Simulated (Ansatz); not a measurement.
B3N3H6 (borazine): methods side by side

B3N3H6 has 12 atoms, charge 0, and is taken as a singlet. SMILES: `B1NBNBN1`. Geometry: optimised at PBE0/def2-SVP. This is one conformer, not always the lowest.

```xyz
12

B    -0.7262   -1.2242    0.2539
N     0.5257   -0.9594    0.8858
B     1.2662    0.2388    0.6560
N     0.7070    1.1919   -0.2472
B    -0.5400    0.9854   -0.9099
N    -1.2327   -0.2325   -0.6387
H    -1.3338   -2.2486    0.4663
H     0.9034   -1.6487    1.5223
H     2.3256    0.4386    1.2049
H     1.2150    2.0482   -0.4247
H    -0.9918    1.8100   -1.6712
H    -2.1184   -0.3995   -1.0976
```

Quantity: the dissociation energy of the H7–B1 bond into doublet H and doublet B3N3H5 (shapes relaxed at PBE0/def2-SVP, no zero-point term), in eV. The values are calculated.

```tsv
level	kind	program	value (eV)	CPU time (all runs)
HF/def2-SVP	Hartree–Fock	Ansatz	3.91	1.7 s
r2SCAN/def2-SVP	meta-GGA	Ansatz	4.65	6.6 s
B3LYP/def2-SVP	global hybrid	Ansatz	4.83	4.5 s
PBE0-D4/def2-SVP	global hybrid	Ansatz	4.71	4.4 s
wB97M-V/def2-SVP	range-separated hybrid	Ansatz	4.99	14 s
```

The values span 3.91 to 4.99 eV. Hartree–Fock misses the correlation of the electron pair that is broken and comes out low. Measured bond enthalpies also hold zero-point and thermal terms, a few tenths of an eV less. Times are those of the runs behind each value, whatever else they computed, on shared processors of several kinds: orders of magnitude only.

The four density functionals describe a strong B–H bond, with dissociation energies between 4.65 and 4.99 eV, well above the Hartree–Fock value. The strength fits the bonding: boron uses an sp2-type hybrid towards hydrogen, and homolysis leaves the unpaired electron mainly in that in-plane orbital. Being orthogonal to the π system, it gains little from delocalisation over the ring, much as in the phenyl radical, so the B3N3H5 fragment has no large resonance stabilisation to weaken the bond.

The differences among the functionals don't follow the share of exact exchange alone: B3LYP contains less than PBE0 yet gives the higher energy, so the treatment of correlation and the form of the semilocal exchange probably matter as well. The results support a robust bond towards homolysis, but not general inertness. The B–H hydrogen is hydridic and the ring boron Lewis acidic, so attack by protic or nucleophilic reagents can follow polar routes that avoid this cost. Whether B–H or N–H breaks more easily remains open.
